**Question**

An osmium atom with a fixed electron configuration is confined by a hard spherical wall of radius $R$ (scalar-relativistic PBE). $\Delta E$ is the energy less that of the free atom, and $P=-dE/dV$ is the pressure, with $V=4\pi R^3/3$.

radks 1 radial solver with Libxc: scalar-relativistic, spin-polarised PBE for a spherical all-electron Os atom with a point nucleus, inside a hard spherical wall at which all orbitals vanish. The configuration [Xe] 4f14 (5d up)5 (5d down)1 6s2 is held fixed, not refilled as levels cross. Energies are relative to the free atom, and the empty level is 5f up.

```
wall radius (bohr)  energy less that of the reference (eV)  pressure (GPa)  highest eigenvalue (eV)  empty level eigenvalue (eV)  highest level
              1.50                                  1684.5          185200                   370.45                       266.62        6s down
              2.50                                  161.78            4321                   53.069                       74.660        6s down
              3.00                                  65.449            1060                   22.875                       49.290        6s down
              3.50                                  29.230             316                   9.5226                       35.309        6s down
             12.00                              0.00050017       0.0003789                  -4.7872                       3.5953        5d down
```

(a) Obtain $-d\ln\Delta E/dR$ at 12.00 bohr and account for it, using the free-atom 6s-down eigenvalue of $-5.36$ eV from the same calculation. (b) Explain how and why this rate changes at 3.50 and 1.50 bohr. (c) Explain the change of highest level, and the course of the spacing between empty 5f and filled 6s. (d) Say what state the compressed rows represent.

**Model answer**

(a) A distant wall meets only the exponential tail of the most extended orbital, and forcing that tail to zero costs energy. Outside the atom the radial function is $u=Ae^{-\kappa r}$ with $\kappa=\sqrt{2|\varepsilon|}$ in atomic units. The confined solution $\tilde u=A(e^{-\kappa r}-e^{-2\kappa R}e^{\kappa r})$ has slope $-2\kappa u(R)$ at the wall. Integrating the Wronskian of $u$ and $\tilde u$ gives $u(R)\tilde u'(R)=-2\Delta\varepsilon$, so $\Delta\varepsilon=\kappa u(R)^2\propto e^{-2\kappa R}$ and the rate should be $2\kappa$.

Since $dV/dR=3V/R$, each row supplies its own rate, $3PV/(R\,\Delta E)$. At 12.00 bohr $PV$ is 0.002537 eV, and nothing is fitted:

$$\frac{3PV}{R\,\Delta E}=\frac{3\times0.002537}{12\times0.00050017}=1.268\ \text{bohr}^{-1},\qquad 2\kappa=2\sqrt{\frac{2\times5.36}{27.21}}=1.255\ \text{bohr}^{-1}.$$

The table's rate lies 1.0% above the 6s-down value. This is one row, and the number alone does not single out 6s down. The same formula gives 1.402 for 6s up and 1.187 for 5d down, but for a d orbital it leaves out the centrifugal term $l(l+1)/R^2$, which adds to $\kappa^2$ and at 12.00 bohr brings the 5d rate close to that of 6s down. The case for 6s is that tail amplitude matters as well as binding: in the free atom the mean radius of 6s down is 3.1 bohr, well beyond that of 5d.

(b) As the wall moves in, the rate should grow for two reasons. The wall reaches more tightly bound shells, whose density falls off faster, and a shell that is already squeezed rises roughly as an inverse power of $R$, whose logarithmic slope grows as $R$ shrinks. It does so in every row inward, to 1.54 per bohr at 3.50 and 2.88 at 1.50. The 6s tail law carried inward from the widest row gives 74% of $\Delta E$ at the first of these radii and 16% at the second. The shortfall does not measure the share of other shells, because a law for the far tail fails for 6s itself once the wall nears its mean radius. That 5d and then 5s and 5p add to the cost is argued from sizes: a 1.50 bohr wall lies inside the free mean radius of 5d and not far outside that of 5p.

The cost is kinetic in origin. The virial theorem for a confined Coulomb system, $2\Delta T+\Delta U=3PV$ with $\Delta E=\Delta T+\Delta U$, gives the kinetic change $\Delta T=(n-1)\Delta E$, where $n=3PV/\Delta E$ and $\Delta U$ is the potential change. At 3.50 bohr $n=5.39$, so the kinetic energy rises by about four times $\Delta E$ and most of this is repaid as electrons are pushed towards the nucleus. At 1.50 bohr $n$ is still 4.31, far from the value 2 of pure kinetic confinement. The split is an estimate, because it ignores relativity and the scaling term of correlation.

(c) Two properties decide how fast a level rises: how soon the wall touches it, and how many nodes it must fit inside. The 6s orbital is the most extended and has five radial nodes, against two for 5d and one for 5f. In an empty sphere $\varepsilon=x^2/2R^2$, with $x$ a zero of a spherical Bessel function: 18.85 for 6s, 12.32 for 5d and 10.42 for 5f. So 6s must end on top once the sphere is small enough for kinetic energy to outweigh the atom's potential. The table shows it above 5d down by 3.50 bohr, the crossing lying somewhere in the wide interval beyond.

The 5f–6s spacing is irregular because 5f starts as a state of the box, not of the atom. At 12.00 bohr its eigenvalue is positive, 3.60 eV, and is 0.78 of the lowest f level of an empty sphere; the lowest is the fair comparison since the 5f node sits in the core. Such a state rises roughly as $R^{-2}$ from the outset, while bound 6s feels only its tail. Down to 3.50 bohr 5f gains 31.7 eV and 6s, counted from its free value, 14.9 eV, so the spacing widens.

Once the tail is gone, 6s is squeezed between core and wall, and it gains faster than 5f below 3.00 bohr, where the sampled spacing peaks at 26.4 eV. In the last step 6s rises by 317 eV and 5f by 192 eV, which leaves 5f about 104 eV below 6s. A simple picture puts the outer 6s lobe in a shell of width $R-r_c$, so that $\varepsilon=V_0+\pi^2/2(R-r_c)^2$, with $r_c$ a rigid core radius and $V_0$ a constant potential.

This form was fitted to the three middle rows, which it matches within 0.07 eV, a weak test for two constants that trade against each other. The 1.50 bohr row was left out because the wall there cuts the core, and the model gives 2.01 times its tabulated level. A likely reason, untested here, is that the core is no rigid wall: the outermost node of 6s moves inward as its energy rises, and the core itself is compressed. The printed analysis below lists the residuals.

(d) The occupations are imposed. From 3.50 bohr inward, filled 6s down lies above 5d down, which has four vacancies, so these rows are not ground states. From 3.50 to 2.50 bohr 5f lies above both and is not the lowest vacancy; at 1.50 bohr 5f and 5d down both lie below 6s, and the table does not give their order. The inversions favour moving electrons out of 6s, and $\Delta E$ and $P$ belong to the atom that is forbidden to do so. Positive filled eigenvalues do not mean ionisation, since the wall retains the electrons.

**Remarks on the reasoning**

The node argument fixes the direction of the crossings, not their radii, because at 1.50 bohr 6s stands at only 0.17 of its empty-sphere value. The 5f–6s crossing is bracketed by the two smallest radii, and two ways of interpolating give 1.9 and 2.3 bohr. Spin-orbit coupling, absent here, would split 5d and 5f and move the crossings. An answer should not add up eigenvalue shifts to obtain $\Delta E$: at the widest wall the 5d-down level alone moves by about four times the total energy change.

The analysis program printed:

```
R/bohr, PV/eV, n=3PV/dE, -dlnE/dR per bohr, virial estimates dT/eV, dU/eV, dT/dE
 1.50      2422   4.31  2.875      5580     -3896   3.31
 2.50     261.6   4.85  1.940     622.9    -461.1   3.85
 3.00     110.9   5.08  1.694     267.2    -201.7   4.08
 3.50     52.49   5.39  1.539     128.2    -99.01   4.39
12.00  0.002537  15.21  1.268   0.00711 -0.006609  14.21
rounding of P moves n at 3.5 bohr by up to 0.009
interval exponents: E, mean end n, P (free gas 5), 5f level (box 2), 6s shift
1.5-2.5: 4.587 4.582 7.36 2.49 3.64
2.5-3.0: 4.964 4.966 7.71 2.28 3.99
3.0-3.5: 5.229 5.235 7.85 2.16 4.15
3.5-12.0: 5f exponent 1.85; mean -dlnE/dR 1.291 per bohr
2 kappa per bohr: 5d down 1.187, 6s down 1.255, 6s up 1.402, 5d up 1.457, 5p down 3.813
rate at R=12 is 1.268, +1.0% from 6s down value
6s tail law carried inward / table dE: 1.5: 0.16, 2.5: 0.47, 3.0: 0.62, 3.5: 0.74
5d down shift at R=12: 0.0019 eV (rounding 0.00005), dE 0.0005 eV
free-gas electron count matching P: 1.5: 28.9, 2.5: 14.0, 3.0: 10.4, 3.5: 8.0
empty-sphere x: 4f 6.988, 5f 10.417, 5d 12.323, 6s 18.850
R, 5f-6s/eV, box first f zero/eV, 5f over box first, over box second (R=12 uses free 6s)
 1.50  -103.83   295.28  0.90  0.41  top 6s down
 2.50    21.59   106.30  0.70  0.32  top 6s down
 3.00    26.41    73.82  0.67  0.30  top 6s down
 3.50    25.79    54.24  0.65  0.29  top 6s down
12.00     8.96     4.61  0.78  0.35  top 5d down
6s level over empty-sphere 6s: 1.5: 0.172, 2.5: 0.069, 3.0: 0.043, 3.5: 0.024
rise of 6s and 5f per step, eV: 2.5>1.5: 317.4/192.0, 3.0>2.5: 30.2/25.4, 3.5>3.0: 13.4/14.0, 12.0>3.5: 14.9/31.7
5f/6s crossing, interpolated only: 1.93 (log), 2.33 (linear) bohr
rigid-core 6s, fit without R=1.5 (wall cuts core): rc 1.079 bohr, V0 -13.44 eV
power law for 6s shift, four rows: exponent 3.79
R, 6s shift/eV, residual rigid core/eV, residual power law/eV, dE over shift
 1.50   375.81  +373.251   +8.655  4.48
 2.50    58.43    -0.018   -2.896  2.77
 3.00    28.24    +0.071   -0.398  2.32
 3.50    14.88    -0.053   +0.642  1.96
worst: rigid core at R=1.5 gives 2.01 times the table; 6s rounding at most 0.005 eV
```
